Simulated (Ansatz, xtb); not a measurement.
Relative energy of two isomers of CH9FOSi3

Structure X: `C[SiH2][SiH2]O[SiH2]F`, a singlet. Structure Y: `C[SiH2]O[Si@H](F)[SiH3]`, a singlet. Both are isolated molecules in the gas phase, relaxed with PBE0-D3(BJ)/def2-SVP; each stands in its lowest conformer found.

X (Å):

```xyz
15

C     1.2628   -0.7546   -0.0534
F     1.4186    2.2110    1.5233
O    -1.1216    2.2731    0.7830
Si   -0.2290   -0.9180    1.0814
Si   -1.8243    0.7527    0.6538
Si    0.0730    3.1297    1.4974
H     1.7461    0.2184    0.1182
H     1.9963   -1.5493    0.1509
H     0.9647   -0.8221   -1.1104
H     0.1815   -0.8154    2.5179
H    -0.9112   -2.2408    0.8979
H    -2.9678    0.6745    1.6158
H    -2.3767    0.6408   -0.7302
H     0.3657    4.3358    0.6872
H    -0.2567    3.4444    2.9108
```

Y (Å):

```json
{"atom": "C", "x (Å)": "0.6740", "y (Å)": "0.5223", "z (Å)": "2.4747"}
{"atom": "F", "x (Å)": "1.4831", "y (Å)": "-0.8776", "z (Å)": "-0.7582"}
{"atom": "O", "x (Å)": "-0.6850", "y (Å)": "-1.3240", "z (Å)": "0.7081"}
{"atom": "Si", "x (Å)": "-0.9563", "y (Å)": "-0.1000", "z (Å)": "1.8187"}
{"atom": "Si", "x (Å)": "0.0127", "y (Å)": "-1.5858", "z (Å)": "-0.7573"}
{"atom": "Si", "x (Å)": "-1.2412", "y (Å)": "-0.5694", "z (Å)": "-2.4549"}
{"atom": "H", "x (Å)": "1.2090", "y (Å)": "-0.2764", "z (Å)": "3.0110"}
{"atom": "H", "x (Å)": "1.3114", "y (Å)": "0.8591", "z (Å)": "1.6426"}
{"atom": "H", "x (Å)": "0.5272", "y (Å)": "1.3660", "z (Å)": "3.1671"}
{"atom": "H", "x (Å)": "-1.7065", "y (Å)": "1.0016", "z (Å)": "1.1380"}
{"atom": "H", "x (Å)": "-1.8073", "y (Å)": "-0.6745", "z (Å)": "2.8987"}
{"atom": "H", "x (Å)": "0.2255", "y (Å)": "-3.0483", "z (Å)": "-0.9211"}
{"atom": "H", "x (Å)": "-2.6164", "y (Å)": "-1.1558", "z (Å)": "-2.4867"}
{"atom": "H", "x (Å)": "-1.3448", "y (Å)": "0.8970", "z (Å)": "-2.1830"}
{"atom": "H", "x (Å)": "-0.5928", "y (Å)": "-0.7761", "z (Å)": "-3.7859"}
```

Quicker runs give these differences E(Y) − E(X): GFN2-xTB +6.36 kJ/mol; HF/STO-3G −13.24 kJ/mol (at GFN2-xTB geometries); r2SCAN-D4/def2-SVP −3.22 kJ/mol (at GFN2-xTB geometries).

Problem. Which of the two would you expect CCSD(T)/def2-SVP + ΔMP2/def2-TZVPP electronic energies to favour?

Solution. Too close to call at this level: CCSD(T)/def2-SVP + ΔMP2/def2-TZVPP gives E(Y) − E(X) = −3.38 kJ/mol.

How the difference moves with the method:

```json
{"level": "GFN2-xTB", "geometry": "GFN2-xTB", "E(Y) − E(X) (kJ/mol)": "+6.36", "departure from the last row (kJ/mol)": "+9.74", "job, with rough time for the two": "optimisation, 0.25 s"}
{"level": "HF/STO-3G", "geometry": "GFN2-xTB", "E(Y) − E(X) (kJ/mol)": "−13.24", "departure from the last row (kJ/mol)": "−9.85", "job, with rough time for the two": "single point, 0.38 s"}
{"level": "r2SCAN-D4/def2-SVP", "geometry": "GFN2-xTB", "E(Y) − E(X) (kJ/mol)": "−3.22", "departure from the last row (kJ/mol)": "+0.17", "job, with rough time for the two": "single point, 4.9 s"}
{"level": "PBE0-D3(BJ)/def2-SVP", "geometry": "PBE0-D3(BJ)/def2-SVP", "E(Y) − E(X) (kJ/mol)": "−1.29", "departure from the last row (kJ/mol)": "+2.09", "job, with rough time for the two": "optimisation, 2.2 min"}
{"level": "HF/def2-SVP", "geometry": "PBE0-D3(BJ)/def2-SVP", "E(Y) − E(X) (kJ/mol)": "−2.38", "departure from the last row (kJ/mol)": "+1.00", "job, with rough time for the two": "part of the CCSD(T) run"}
{"level": "MP2/def2-SVP", "geometry": "PBE0-D3(BJ)/def2-SVP", "E(Y) − E(X) (kJ/mol)": "+1.30", "departure from the last row (kJ/mol)": "+4.68", "job, with rough time for the two": "part of the CCSD(T) run"}
{"level": "CCSD(T)/def2-SVP", "geometry": "PBE0-D3(BJ)/def2-SVP", "E(Y) − E(X) (kJ/mol)": "+0.20", "departure from the last row (kJ/mol)": "+3.58", "job, with rough time for the two": "single point"}
{"level": "CCSD(T)/def2-SVP + ΔMP2/def2-TZVPP", "geometry": "PBE0-D3(BJ)/def2-SVP", "E(Y) − E(X) (kJ/mol)": "−3.38", "departure from the last row (kJ/mol)": "", "job, with rough time for the two": "single point, 70 s"}
```

As drawn, both hold the same kinds of bond in the same numbers.

The largest departure from CCSD(T)/def2-SVP + ΔMP2/def2-TZVPP is that of HF/STO-3G, 9.85 kJ/mol. A small imaginary or near-zero mode remains, so no thermal terms are given. The last row adds to CCSD(T) the change of the MP2 difference between the two basis sets, here −3.58 kJ/mol.

The correlated steps freeze 18 core orbitals. Codes used: Ansatz 0.2.0, xtb 6.7.1; the last row on 4 threads of Arm Neoverse V1 on a shared host.

The near-degeneracy follows from what the two isomers share: beyond having equal bond counts, both keep fluorine and oxygen on the same silicon, so the strongly polar O–Si–F unit and its geminal n→σ* stabilisation survive the rearrangement. What changes is mainly the placement of the methyl and silyl groups. Y puts methyl on an oxygen-bound silicon and gathers oxygen, fluorine and silyl on one centre, and these substituent effects probably largely cancel.

In the small basis, correlation shifts the balance towards X, from −2.38 kJ/mol with HF to +0.20 kJ/mol with CCSD(T), MP2 overshooting. Enlarging the basis reverses this, so the slight final preference for Y comes almost wholly from the basis-set term. That sensitivity suggests uneven demands for polarisation functions around the electron-poor silicon centres. The close match of r2SCAN-D4 is therefore probably partly fortuitous, since it was obtained in the small basis and at other geometries, and it doesn't establish that functional's accuracy for silyl ethers of this kind.
